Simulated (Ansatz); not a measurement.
# Decay of the tunnelling density with sample bias on Ta(100)-c(2x2)-In (PBE) and Ta(100)-c(2x2)-Pb (PBEsol)

Indium and lead are sp metals with three and four valence electrons, and here each forms an ordered overlayer on tantalum, a transition metal with a partly filled d band. States of both the overlayer and the substrate can therefore reach into the vacuum. How fast they decay there sets how strongly the current of a scanning tunnelling microscope responds to tip height, and so how an apparent barrier height is to be read. We follow the decay constant κ of the density between the Fermi level and the sample bias, fitted 3 to 5 Å above the top atom. It is compared with κ₀, the decay constant of a free electron at the top of the same window with no momentum along the surface.

## Method

Ansatz 0.2.0, plane-wave Kohn-Sham DFT with its default PAW datasets at cutoffs of 420 eV, level as listed. Slabs and stacks are built by hand and relaxed; a single point with 17 to 18 Å of vacuum, a dipole correction, Fermi-Dirac smearing of 0.05 eV and meshes of 14 points along the first in-plane vector gives the density of the states between the Fermi level and the sample bias. Its planar mean n(z) is fitted as exp(−2κz) between 3 and 5 Å above the top atom. Spin-paired, no spin-orbit coupling.

Notes on method and selection:

- A free electron at the Fermi level with no momentum along the surface decays with κ₀ = 0.5123·√Φ Å⁻¹, Φ in eV; momentum along the surface raises κ, and the slow approach of the potential to the vacuum level lowers it.
- The tip is left out (Tersoff-Hamann).
- Slabs this thin have discrete subbands, so κ depends on which of them fall in the window.
- Windows narrower than 0.1 V hold too few states on these meshes and are not listed; a blank corrugation was not computed at that height.
- Runs in which the search for lower states was switched off are not listed.
- Work functions and vacuum levels are read from the electrostatic potential (Hartree and local ionic parts), which a warning of a rough exchange-correlation potential in thin density does not concern.
- Sites and patterns name the starting structure; atoms can leave their sites in the relaxation.
- The default PAW datasets of this version of Ansatz are the set soft_2.
- Runs that did not converge, have known faults or may not be shown are not listed, and runs on Ansatz's PAW sets soft_1 and soft_2 are kept to separate tables.

Columns:

- bias (V): sample bias; negative images filled states.
- κ₀ of window top (Å⁻¹): 0.5123·√(Φ − E) for the highest energy E in the window, from the Fermi level.
- κ (Å⁻¹): decay constant κ of the window's density.
- corrugation (Å): corrugation at constant current, set to the mean density at the first listed height.

## Computed values

| member | surface | bias (V) | κ₀ of window top (Å⁻¹) | κ (Å⁻¹) | corrugation (Å) |
| --- | --- | --- | --- | --- | --- |
| −1.5 V | Ta(100)-c(2x2)-In, hollow site (PBE, Φ 4.35 eV, 3 Å) | −1.5 | 1.068 | 1.235 | 0.973 |
| −0.7 V | Ta(100)-c(2x2)-In, hollow site (PBE, Φ 4.35 eV, 3 Å) | −0.7 | 1.068 | 1.221 | 0.969 |
| −0.2 V | Ta(100)-c(2x2)-In, hollow site (PBE, Φ 4.35 eV, 3 Å) | −0.2 | 1.068 | ? | ? |
| +0.2 V | Ta(100)-c(2x2)-In, hollow site (PBE, Φ 4.35 eV, 3 Å) | 0.2 | 1.044 | 1.193 | 1.037 |
| +0.7 V | Ta(100)-c(2x2)-In, hollow site (PBE, Φ 4.35 eV, 3 Å) | 0.7 | 0.979 | 1.186 | 1.208 |
| +1.5 V | Ta(100)-c(2x2)-In, hollow site (PBE, Φ 4.35 eV, 3 Å) | 1.5 | 0.865 | 1.117 | 1.536 |
| −2 V | Ta(100)-c(2x2)-Pb, hollow site (PBEsol, Φ 4.59 eV, 3 Å) | −2.0 | 1.098 | 1.317 | 0.963 |
| −1 V | Ta(100)-c(2x2)-Pb, hollow site (PBEsol, Φ 4.59 eV, 3 Å) | −1.0 | 1.098 | 1.299 | 0.927 |
| −0.3 V | Ta(100)-c(2x2)-Pb, hollow site (PBEsol, Φ 4.59 eV, 3 Å) | −0.3 | 1.098 | 1.275 | 0.971 |
| +0.3 V | Ta(100)-c(2x2)-Pb, hollow site (PBEsol, Φ 4.59 eV, 3 Å) | 0.3 | 1.061 | 1.244 | 1.039 |
| +1 V | Ta(100)-c(2x2)-Pb, hollow site (PBEsol, Φ 4.59 eV, 3 Å) | 1.0 | 0.971 | 1.176 | 1.459 |
| +2 V | Ta(100)-c(2x2)-Pb, hollow site (PBEsol, Φ 4.59 eV, 3 Å) | 2.0 | 0.825 | 0.943 | – |

Cells marked ? are withheld until the estimate has been made.

## Mechanism

On both surfaces κ falls at every listed step from the most negative to the most positive bias. For Pb it goes from 1.317 Å⁻¹ at −2 V to 0.943 Å⁻¹ at +2 V. Moving out by 1 Å then lowers the density by a factor of exp(2 × 1.317) = 13.9 in the first case and exp(2 × 0.943) = 6.6 in the second.

The change is much weaker for filled states. Between −2 and −0.3 V the Pb surface loses (1.317 − 1.275) / 1.7 = 0.025 Å⁻¹ per volt, and between +0.3 and +2 V it loses (1.244 − 0.943) / 1.7 = 0.177 Å⁻¹ per volt. The barrier can account for the direction of this asymmetry. At negative bias the window always ends at the Fermi level, and a larger bias only adds deeper states with shorter tails, which count for less far out. At positive bias the top of the window climbs towards the vacuum level, and the new states have the longest tails if their momentum along the surface is no larger than that of the others.

The barrier at the window top does not give the size of the fall. From +0.2 to +1.5 V on In, κ drops by 1.193 − 1.117 = 0.076 Å⁻¹ while κ₀ drops by 1.044 − 0.865 = 0.179 Å⁻¹. From +1 to +2 V on Pb, κ drops by 1.176 − 0.943 = 0.233 Å⁻¹ and κ₀ by only 0.971 − 0.825 = 0.146 Å⁻¹. Empty states with large momentum along the surface could cause the slow fall on In. A subband with little such momentum entering the window could cause the fast one on Pb, helped by the potential, which is still below the vacuum level where κ is fitted. Both runs also warned of a rough exchange-correlation potential in this thin density, so a numerical share is possible.

The higher κ of Pb near zero bias is not a clean effect of the element, since the functional differs too. The work functions alone account for 1.098 − 1.068 = 0.030 Å⁻¹.

## Predicting the missing value

Plain estimates from the members shown:

- −0.2 V (Ta(100)-c(2x2)-In, hollow site (PBE, Φ 4.35 eV, 3 Å)), straight-line interpolation between −0.7 V and +0.2 V: w = (−0.2 − (−0.7)) / (0.2 − (−0.7)) = 0.556, so 1.221 + 0.556 × (1.193 − 1.221) = 1.205 Å⁻¹

The missing window, −0.2 V on In, lies between two listed neighbours that differ by only 0.028 Å⁻¹. We therefore start from the straight-line interpolation, 1.205 Å⁻¹.

The Pb surface offers a close test. Interpolating its −0.3 V row between −1 and +0.3 V gives 1.299 + (0.7 / 1.3) × (1.244 − 1.299) = 1.269 Å⁻¹, and the calculated value is 0.006 Å⁻¹ higher. An upward departure is expected, because κ bends downwards as the window passes from filled to empty states. For a smooth curve the departure scales with the product of the distances to the two neighbours, which is 0.7 × 0.6 = 0.42 V² for Pb and 0.5 × 0.4 = 0.20 V² here. The shift is then 0.006 × 0.20 / 0.42 = 0.003 Å⁻¹, and the estimate becomes 1.205 + 0.003 = 1.208 Å⁻¹.

The same interpolation, tried on In, misses the −0.7 V row by +0.006 Å⁻¹ (row less interpolation) and the +0.2 V row by −0.006 Å⁻¹. On Pb it misses the +0.3 V row by +0.015 Å⁻¹. The changing sign shows that the curve is not perfectly smooth, as discrete subbands in a narrow window would make it. From these misses we take a standard deviation of 0.008 Å⁻¹.

**Committed estimate, −0.2 V (Ta(100)-c(2x2)-In, hollow site (PBE, Φ 4.35 eV, 3 Å)): κ = 1.208 ± 0.008 Å⁻¹.**

## Result

| member | surface | bias (V) | κ₀ of window top (Å⁻¹) | κ (Å⁻¹) | corrugation (Å) |
| --- | --- | --- | --- | --- | --- |
| −0.2 V | Ta(100)-c(2x2)-In, hollow site (PBE, Φ 4.35 eV, 3 Å) | −0.2 | 1.068 | 1.209 | 0.883 |

| member | estimate | κ (Å⁻¹) | computed | estimate − computed | miss in error bars |
| --- | --- | --- | --- | --- | --- |
| −0.2 V (Ta(100)-c(2x2)-In, hollow site (PBE, Φ 4.35 eV, 3 Å)) | committed | 1.208 | 1.209 | −0.001 | 0.1 |
| −0.2 V (Ta(100)-c(2x2)-In, hollow site (PBE, Φ 4.35 eV, 3 Å)) | interpolation | 1.205 | 1.209 | −0.004 |  |

The estimate of 1.208 Å⁻¹ is 0.001 Å⁻¹ below the computed 1.209 Å⁻¹, well inside its error bar. The straight-line interpolation was 0.004 Å⁻¹ too low, which is also inside that bar. The upward shift had the right sign, but the gain of 0.003 Å⁻¹ is smaller than the usual misses of the route and lends it little support.

The smooth curve assumed in scaling the shift does not describe the whole In series. There κ falls by (1.209 − 1.193) / 0.4 = 0.040 Å⁻¹ per volt across the Fermi level, by 0.014 from +0.2 to +0.7 V, and by 0.086 from there to +1.5 V. Discrete subbands entering the window may cause this unevenness.

The new row does support the account of the filled states. From −1.5 to −0.2 V the fall on In is (1.235 − 1.209) / 1.3 = 0.020 Å⁻¹ per volt, close to the 0.025 found on Pb. Adding deeper states changes the decay only slightly on either surface.

## Exceptions

Measured by κ − κ₀, which averages 0.18 Å⁻¹ over the twelve rows, two members stand out, both at the largest positive bias of their surface.

In at +1.5 V lies high, with 1.117 − 0.865 = 0.252 Å⁻¹. Part of this is expected, because κ₀ belongs to the top of the window while κ also contains the lower states, which decay faster. Momentum along the surface would raise κ further. The corrugation of 1.536 Å, the largest listed, would fit such states but does not identify them.

Pb at +2 V lies low, with 0.943 − 0.825 = 0.118 Å⁻¹, although its window is wider still. A subband near the window top with little momentum along the surface would have this sign. So would the slow approach of the potential to the vacuum level, which lowers κ most where the remaining barrier is small. As the slab is thin, the energy at which such a subband enters may depend on its thickness, and the contrast with In should not be read as a property of the two elements.

## Summary

On both surfaces κ falls at every listed step towards positive bias. Straight-line interpolation between neighbouring rows misses the inner filled-state rows by less than 0.01 Å⁻¹, but the +1 V row on Pb by 1.176 − (1.244 + (0.7 / 1.7) × (0.943 − 1.244)) = 0.056 Å⁻¹. For comparison, the standard deviation of κ about the mean of its surface's six rows is 0.04 Å⁻¹ on In and 0.13 Å⁻¹ on Pb.

In every row, a barrier height read directly from κ exceeds the barrier at the window top. For In at −0.2 V it is (1.209 / 0.5123)² = 5.57 eV, against a computed work function of 4.35 eV.

The main omission is the field of the tip. With equal work functions it shifts the mean barrier by about half the bias, upwards at positive and downwards at negative sample bias. At ±1.5 V the shift is 1.5 / 2 = 0.75 eV. As κ² grows by 0.5123² Å⁻² per eV of barrier, κ near 1.2 Å⁻¹ changes by about 0.5123² × 0.75 / (2 × 1.2) = 0.08 Å⁻¹ each way, against the listed trend. The combined change of about 2 × 0.08 = 0.16 Å⁻¹ exceeds the whole fall on In, 1.235 − 1.117 = 0.118 Å⁻¹, so a measured series could even run the other way.
